Dear colleague,

The low vibronic levels of Cu$^{2+}$ in CaO start from one ladder, $\alpha j^2$ with half-odd $j$. A two-level ring, solvable exactly, shows where it comes from.

**Conventions.** The $d^9$ ion on the octahedral Ca site has a $^2E_g$ ground term, and spin-orbit coupling has no first-order effect in it. I couple it linearly to one $e_g$ pair of modes, $Q_\theta+iQ_\epsilon=\rho e^{i\varphi}$. Lengths are in $(\hbar/M\omega)^{1/2}$ and energies in $\hbar\omega$. In the complex electronic basis, with phases chosen suitably,

$$H=-\tfrac12\nabla^2+\tfrac12\rho^2+k\rho\begin{pmatrix}0&e^{-i\varphi}\\ e^{i\varphi}&0\end{pmatrix}.$$

The sheets are $\rho^2/2\pm k\rho$. The trough lies at $\rho=k$ with depth $k^2/2$, so $E_{JT}=k^2\hbar\omega/2$. The operator $J=-i\partial_\varphi+\sigma_z/2$ commutes with $H$. A state of given $j$ has components $e^{i(j-1/2)\varphi}$ and $e^{i(j+1/2)\varphi}$. Both must be single-valued, so $j=\pm\tfrac12,\pm\tfrac32,\dots$, with $j$ and $-j$ degenerate.

For numbers I assume $\hbar\omega=300$ cm$^{-1}$ and $E_{JT}=2400$ cm$^{-1}$, so $k^2=16$ and $k=4$. The assumed frequency is only of the scale of the host, whose compiled TO frequency is 311 cm$^{-1}$ (Roshan 2021). All numbers below are the model's.

**The smallest model.** Freeze $\rho$ and drop the constant $\rho^2/2$. Only the angular kinetic energy $-\partial_\varphi^2/2\rho^2$ and the coupling remain, and each $j$ has just two basis functions:

$$h_j=\begin{pmatrix}\dfrac{(j-\frac12)^2}{2\rho^2}&k\rho\\[2mm] k\rho&\dfrac{(j+\frac12)^2}{2\rho^2}\end{pmatrix},\qquad
\varepsilon_\pm=\frac{j^2+\frac14}{2\rho^2}\pm\sqrt{k^2\rho^2+\frac{j^2}{4\rho^4}}.$$

In the adiabatic combinations $(1,-1)/\sqrt2$ and $(1,1)/\sqrt2$ the diagonal elements are $(j^2+\tfrac14)/2\rho^2\mp k\rho$, and the off-diagonal one is $-j/2\rho^2$. Each piece has a Born-Oppenheimer meaning. The lower electronic state is $|-\rangle=(e^{-i\varphi/2},-e^{i\varphi/2})/\sqrt2$. It changes sign once round the trough, which forces the half-odd $j$ of the nuclear factor $e^{ij\varphi}$. It has $\langle-|\partial_\varphi-\rangle=0$ and $\langle\partial_\varphi-|\partial_\varphi-\rangle=\tfrac14$, so the diagonal correction is $+1/8\rho^2$, the $\tfrac14$ in $\varepsilon_\pm$. The element $-j/2\rho^2$ is the non-adiabatic coupling across the sheet separation $2k\rho$, which is $4E_{JT}=9600$ cm$^{-1}$ at the trough.

**Releasing the radius.** Write each radial function as $u/\sqrt\rho$. Then $-\tfrac12(\partial_\rho^2+\rho^{-1}\partial_\rho)$ becomes $-\tfrac12\partial_\rho^2-1/8\rho^2$. On the lower sheet the centrifugal terms add up to

$$\frac{j^2-\frac14}{2\rho^2}+\frac1{8\rho^2}=\frac{j^2}{2\rho^2}.$$

The two-dimensional term and the diagonal correction cancel the $\tfrac14$ identically, at every $\rho$. The full problem is exactly the pair of radial equations with operator $-\tfrac12\partial_\rho^2+\tfrac12\rho^2-1/8\rho^2+h_j(\rho)$, whose lower potential is

$$U_-(\rho)=\tfrac12\rho^2+\frac{j^2}{2\rho^2}-\sqrt{k^2\rho^2+\frac{j^2}{4\rho^4}}.$$

The mixing angle of the two sheets is $\chi\simeq j/4k\rho^3$. Its variation with $\rho$ adds $\tfrac12(d\chi/d\rho)^2=9j^2/32k^{10}$ at the trough, beyond the orders kept here.

**Ring numbers.** At $\rho=k$, measured from $-k\rho$, the closed form gives 4.685 cm$^{-1}$ for $j=\tfrac12$ and 23.417 cm$^{-1}$ for $j=\tfrac32$. Subtracting $\hbar\omega/8k^2=2.344$ cm$^{-1}$ leaves 2.341 and 21.073 cm$^{-1}$. The pure term $j^2\hbar\omega/2k^2$ gives 2.344 and 21.094 cm$^{-1}$. The deficits, 0.002 and 0.021 cm$^{-1}$, are the first term of the expanded root, $-j^2/8k^6$. The upper-sheet weight $\chi^2$ for $j=\tfrac32$ is $2.1\times10^{-6}$. The exact ring gap is 18.732 cm$^{-1}$, against 18.750 cm$^{-1}$ from $1/k^2$.

**The general expansion.** Put $\rho=k+x$. The lower-sheet potential with its centrifugal term is

$$-\frac{k^2}{2}+\frac{x^2}{2}+\frac{j^2}{2k^2}\left(1-\frac{2x}{k}+\frac{3x^2}{k^2}-\frac{4x^3}{k^3}+\frac{5x^4}{k^4}-\dots\right).$$

The zeroth order is a unit oscillator, provided $x$ may run to $-\infty$. That neglects the weight near the cone, of order $e^{-k^2}\approx1\times10^{-7}$. With $\langle x^2\rangle=n+\tfrac12$, the quadratic term gives $3j^2(2n+1)/4k^4$, which is a stiffening of the radial frequency to $1+3j^2/2k^4$. Three terms enter at $k^{-6}$. The quartic one, with $\langle x^4\rangle=\tfrac34(2n^2+2n+1)$, gives $\tfrac{15}{8}j^2(2n^2+2n+1)$. The linear one moves the minimum out by $j^2/k^3$ and gives $-j^4/2$. The ring supplies $-j^2/8$. Hence

$$E_{nj}=-\frac{k^2}{2}+n+\frac12+\frac{j^2}{2k^2}+\frac{3j^2(2n+1)}{4k^4}+\frac{\frac{15}{8}j^2(2n^2+2n+1)-\frac18j^2-\frac12j^4}{k^6}+O(k^{-8}),$$

an asymptotic series useful for $n,\,|j|\ll k^2$. For $n=0$, $j^2$ changes by 2 and $j^4$ by 5 between $j=\tfrac12$ and $\tfrac32$, so the first gap is

$$\Delta=\hbar\omega\left(\frac1{k^2}+\frac{3}{2k^4}+\frac1{k^6}+\dots\right)=\frac{(\hbar\omega)^2}{2E_{JT}}\left(1+\frac{3\hbar\omega}{4E_{JT}}+\dots\right).$$

So $(\hbar\omega)^2/2E_{JT}$ is the leading term only. The first correction is 9 % here. It comes from radial zero-point motion, which averages $1/\rho^2$ upward and which the frozen ring lacks.

The expansion can be tested without any adiabatic step. In two-dimensional oscillator states each $j>0$ block is tridiagonal (Longuet-Higgins, Öpik, Pryce and Sack, 1958). This follows from $\rho e^{i\varphi}=a_+^\dagger+a_-$ for the circular quanta. With $m=j-\tfrac12$ the diagonal is $m+1,\,m+2,\dots$ and the off-diagonal is $k\sqrt{m+1},\,k\sqrt1,\,k\sqrt{m+2},\,k\sqrt2,\dots$ The table lists $n=0$ levels above $-E_{JT}+\hbar\omega/2$, in cm$^{-1}$, with 80 states per block in the last column.

| | to $k^{-2}$ | to $k^{-4}$ | to $k^{-6}$ | diagonalised |
|---|---|---|---|---|
| $j=1/2$ | 2.34 | 2.56 | 2.59 | 2.6 |
| $j=3/2$ | 21.09 | 23.07 | 23.17 | 23.1 |
| gap | 18.75 | 20.51 | 20.58 | 20.5 |

The leading formula is low by almost 2 cm$^{-1}$. Both longer forms lie within 0.1 cm$^{-1}$ of the diagonalised gap.

**What a spectrum can see.** Both $1/8\rho^2$ terms are independent of $j$, so they drop out of the $k^{-2}$ and $k^{-4}$ terms of the gap. Omitting the diagonal correction lowers every level by 2.34 cm$^{-1}$ at leading order, and would wrongly leave $j=\tfrac12$ with no centrifugal energy. The half-odd $j$ is what a spectrum shows. Integer quantisation would give a singlet ground level and a first gap $1/2k^2$, or 9.4 cm$^{-1}$. The true ladder has an $E$ ground doublet and twice that gap.

**What the linear model misses.** Quadratic coupling and cubic anharmonicity warp the trough by $\beta\cos3\varphi$, a barrier $2|\beta|$ between three wells. Treat the trough as a rotor $\alpha j^2+\beta\cos3\varphi$ with $2\alpha=20.5$ cm$^{-1}$. The warping connects $j$ with $j\pm3$ through the element $\beta/2$. It therefore joins $+\tfrac32$ and $-\tfrac32$ directly and splits them into $A_1$ and $A_2$ singlets at $2\alpha\pm\beta/2$, in an order set by the sign of $\beta$. In second order the ground level mixes with $j=\tfrac72$ and $-\tfrac52$, which lie $12\alpha$ and $6\alpha$ higher, and falls by $\beta^2/16\alpha$. Each singlet mixes with $|j|=\tfrac92$, $18\alpha$ higher, and falls by $\beta^2/72\alpha$. Assume a barrier of 40 cm$^{-1}$, only 1.7 % of $E_{JT}$. The first-order shifts are $\pm10$ cm$^{-1}$, half the gap itself, and second order raises both intervals by 1.9 cm$^{-1}$. The model's singlets then stand near 12 and 32 cm$^{-1}$.

For CaO:Cu$^{2+}$ the lowest singlet is typically placed near 4 cm$^{-1}$, so the unwarped model's 20.5 cm$^{-1}$ overshoots about 5-fold, and the warped example is still too high. Closing that distance takes a larger barrier, a smaller $\alpha$, or both. The lowest line alone therefore does not give $(\hbar\omega)^2/2E_{JT}$. The centroid of the two singlets is free of $\beta$ in first order and is the better handle on $\Delta$, once $\beta^2(\tfrac1{16}-\tfrac1{72})/\alpha$ is removed and as long as $|\beta|$ is no more than a few $\alpha$. Random strain splits the $E$ doublet further, and $\hbar\omega$ is an effective frequency standing for many lattice modes of $e_g$ symmetry.